OpenMX 3.8.5, PBE with the OpenMX 2013 PBE pseudopotentials and standard basis, no spin polarisation or spin–orbit coupling: BiTe, two-atom cell (edges 4.575 Å, angles 60°), atoms displaced at random by about 0.05 Å. Levels are given at points of a Γ-centred 7×7×7 k mesh, relative to the Fermi energy, with Fermi–Dirac occupations of width 0.05 eV.

| point a (reciprocal cell vector) | point b (reciprocal cell vector) | point c (reciprocal cell vector) | level point (row) | level under 4 (eV) | level under 3 (eV) | level under 2 (eV) | level under 1 (eV) | level over 1 (eV) | level over 2 (eV) |
| --- | --- | --- | --- | --- | --- | --- | --- | --- | --- |
| -0.4286 | 0.0000 | 0.1429 | 1 | -3.606 | -2.502 | -2.340 | -0.026 | 0.010 | 1.453 |
| -0.1429 | 0.0000 | 0.4286 | 2 | -2.495 | -2.332 | -0.034 | -0.002 | 1.449 | 6.581 |
| -0.1429 | 0.2857 | -0.4286 | 3 | -10.828 | -5.171 | -4.569 | -2.021 | 0.059 | 3.194 |
| -0.1429 | 0.4286 | -0.2857 | 4 | -4.338 | -4.055 | -1.874 | -0.300 | 2.113 | 2.838 |
| 0.0000 | -0.4286 | -0.4286 | 5 | -9.897 | -5.439 | -4.027 | -4.023 | 2.399 | 3.418 |
| 0.0000 | -0.4286 | 0.0000 | 6 | -1.703 | -0.710 | -0.493 | -0.484 | 6.828 | 7.879 |
| 0.0000 | 0.0000 | 0.0000 | 7 | -8.110 | -2.612 | -2.593 | -2.582 | 2.055 | 2.078 |

**Q:** At point 6 the levels jump from −0.484 eV straight to 6.828 eV. Is that a band gap of seven electronvolts?

**A:** No, because it is a distance at one point only. Each row belongs to one k point, a wave pattern that fixes how the phase of an electron changes from cell to cell. The columns count levels up and down from the Fermi energy separately in each row. A band gap would need an energy range around the Fermi energy that holds no level at any k point, and point 1 has levels at −0.026 and 0.010 eV, practically at the Fermi energy itself. The crystal is a metal.

The words "under" and "over" should not be read as full and empty either. The calculation spreads the filling over a thermal width of 0.05 eV. The level just under zero at point 1 is therefore only about 63 % filled, and the one just over zero at point 3 still holds about 24 %.

**Q:** Why is it a metal at all? Bismuth and tellurium sound like ingredients of a semiconductor.

**A:** It has one electron too many for that. The atoms sit in a slightly distorted rocksalt arrangement, each with six neighbours of the other kind. One Bi and one Te bring 31 electrons into the calculation: 20 fill the d shells, 4 fill the two s bands, and 7 remain for the p bands.

Three p orbitals on each atom make six p bands. The lower three are mainly bonding between Bi and Te, the upper three mainly antibonding. Six electrons fill the lower three, and the seventh has to enter the upper set. A band holds two electrons of opposite spin, so one electron per cell leaves it partly filled. The calculation pairs all spins from the start, and with an odd number of electrons per cell a metal is then the only possible outcome.

**Q:** Between points 1 and 2 the first level over zero leaps from 0.010 to 1.449 eV. Does that band rise so steeply?

**A:** It hardly moves. In perfect rocksalt the two points are equivalent by symmetry and would have identical levels. Here the atoms have been displaced at random by about 0.05 Å, which shifts the levels slightly. The level at 0.010 eV comes out at −0.002 eV at point 2, crosses zero, and is now counted as "under". Everything above it moves down by one column.

To follow the physics, one has to sort the levels by their place in the p set instead of by column. The electron count and the pattern of levels suggest how. At points 3, 5 and 7 the top of the lower set is the first level under the Fermi energy, though it lies 2 to 4 eV down. At points 1 and 4 one upper p level has sunk below it, at point 2 two, and at point 6 all three. The big jump at point 6 thus starts at the top of the whole p set.

**Q:** Sorted that way, the step from the lower to the upper set is 4.64 eV at point 7, the zone centre, but only 0.99 eV at point 6. The atoms are the same. What changes?

**A:** The phase with which neighbouring orbitals meet. Take a p orbital on Te that points along $x$. It has a Bi atom on its right and another on its left, and it meets the $x$ orbital of each head-on. In a wave whose phase advances by $\varphi_x$ from one atom to the next, the two contacts add up to an amount proportional to $\cos\varphi_x$. At the zone centre the cosine is 1, both contacts pull together, and bonding and antibonding levels are driven far apart.

Point 6 lies most of the way from the centre to the zone-boundary point called L. There the phase is close to 90° along all three axes, and the cosine is only 0.22. What the neighbour on the right contributes, the neighbour on the left nearly takes away. With little net bonding, the two sets of p levels come close together.

**Q:** Then points 1 to 4 puzzle me. You say that the head-on contact decides, but is it not just as weak there for one of the orbitals?

**A:** It is: the cosine has the same size, 0.22, for the most weakly coupled orbital at points 1 to 4 and at point 6. If head-on contact were everything, the step would be the same at all five. Instead it grows from 0.99 eV at point 6 through 1.57 and 2.08 eV at points 4 and 3 to 2.3 eV at points 1 and 2. Something else must be at work, and a second kind of contact can explain the order.

The $x$ orbital also has four neighbours beside it, along $y$ and $z$, whose $x$ orbitals it touches sideways. The two kinds of contact have opposite signs. When two p orbitals point the same way, head-on neighbours present lobes of opposite sign to each other, which is antibonding. Sideways neighbours present lobes of equal sign, which is bonding. Whether the sideways contacts help or hinder the head-on one therefore depends on the phases along the other two axes.

At point 6 they hinder it most, and at point 4 somewhat less. At point 3 they help a little, and at points 1 and 2 they help more. That is the order in the table, and it follows for any sideways strength up to half the head-on one.

The zone centre shows the same competition on a larger scale. All phases are equal there, so the sideways contacts work fully against the head-on one. At point 5, close to the zone-boundary point X, the orbitals along $y$ and $z$ have the same full head-on contact, but their sideways contacts nearly cancel. Their levels should lie much further apart than the 4.64 eV of the centre.

**Q:** Can I turn this into a number?

**A:** Two levels that start a distance $\Delta$ apart and are coupled by $V$ end up separated by $E$, with $E^2=\Delta^2+4V^2$. For the orbital along $y$, the coupling is proportional to $\cos\varphi_y$ minus a fraction $s$ of the two other cosines. This gives

$$E^2=A+B\,[\cos\varphi_y-s(\cos\varphi_x+\cos\varphi_z)]^2 .$$

The phases follow from the columns point a, point b and point c, written $a$, $b$, $c$:

$$\varphi_x=\pi(b+c-a),\quad \varphi_y=\pi(a-b+c),\quad \varphi_z=\pi(a+b-c).$$

I obtained the three constants by least squares on $E^2$, using the step between the two sets at every point except point 5. The result is $A=0.54$ eV², $B=55$ eV² and $s=0.19$. The zone centre is the only large separation among these rows, so it alone sets the scale, and its good agreement is no test.

A fair test is a separation that the fit has not used, such as the middle pair of p levels at point 3. The phases there give cosines of 1, −0.90 and −0.22 along $x$, $y$ and $z$. The bracket for the $y$ orbital is $-0.90-0.19\times(1-0.22)\approx-1.05$, and so

$$E\approx\sqrt{0.54+55\times1.05^2}\approx7.8\ \text{eV}.$$

Matched in order of energy, the pair lies at −4.569 and 3.194 eV in the table, which is 7.76 eV apart. Three more wide pairs outside the fit, one at point 1 and two at point 4, are also met to within 0.3 eV.

Point 5 needs some care. Symmetry makes the $y$ and $z$ levels come in pairs there, as the two levels near −4.02 eV do. The level at 2.399 eV stands alone, so it cannot be their partner. If the next one, at 3.418 eV, is taken as the partner, the separation is 7.44 eV and the model gives 7.3 eV. Any other partner would have to lie higher still, so the levels are in any case much further apart than at the zone centre.

**Q:** Where does the picture break down?

**A:** In two places. At point 6, which has the smallest step, the model gives 1.26 eV instead of 0.99 eV, about a quarter too much, although this row was part of the fit. It also treats the three axes as independent. As they are equivalent at this point, it predicts three upper p levels at one energy. The table shows a pair near −0.49 eV and a single level lower down, at −0.710 eV.

Theory offers two effects that the model leaves out. The p orbitals can mix with the s orbitals of their neighbours, which symmetry forbids at the zone centre but allows near L. Atoms of the same kind also touch each other, which links orbitals along different axes. Both can set one combination of the three orbitals apart from the other two. In the upper set they should act in opposite directions: the filled s levels lie far below and push that combination up, while contacts between atoms of the same kind pull it down. The table shows it below the pair, which speaks for the second effect.

The other place is point 5. The orbital along $x$ is the most strongly coupled one there, so the model expects its upper level above the pair from $y$ and $z$. Instead a single level appears lower down, at 2.399 eV. Whether it is the $x$ level, shifted down, or belongs to another band can't be read from the table.

**Q:** What would happen if I replaced bismuth by lead?

**A:** Lead has one electron fewer, exactly the one that has to go into the upper set. Suppose that the bands stay as they are. At the seven points the lower set reaches up to −1.70 eV and the upper set comes down to −0.71 eV, so the filling would stop in the space between them. Both edges belong to point 6, where the bonding is weakest.

This agrees with what is known of lead telluride, a semiconductor with a narrow gap at L. The distance of 1 eV is not a prediction of that gap. Lead shifts the levels as well as removing an electron, and seven points, none of them exactly at L, don't fix a band edge.

**Q:** The levels are printed to a thousandth of an electronvolt. How many of those digits can I use?

**A:** For the ideal crystal, the last two digits carry little meaning. The three p levels at the zone centre would coincide in perfect rocksalt at this level of theory, yet they are spread over 0.03 eV. That spread comes from the random displacements of the atoms.

Spin–orbit coupling, which the calculation leaves out, is a far larger matter. In the p shells of atoms as heavy as Bi and Te it moves levels by several tenths of an electronvolt to more than one. The step of 1 eV at point 6 could change substantially, and so could the choice of which levels lie just under or over the Fermi energy. The contrast between a step of about 1 eV at point 6 and one of 4.64 eV at the zone centre should be large enough to survive.

The structure sets a limit of its own. Under ordinary conditions BiTe forms layers, so these levels describe the rocksalt arrangement and not the material one would find in a jar.
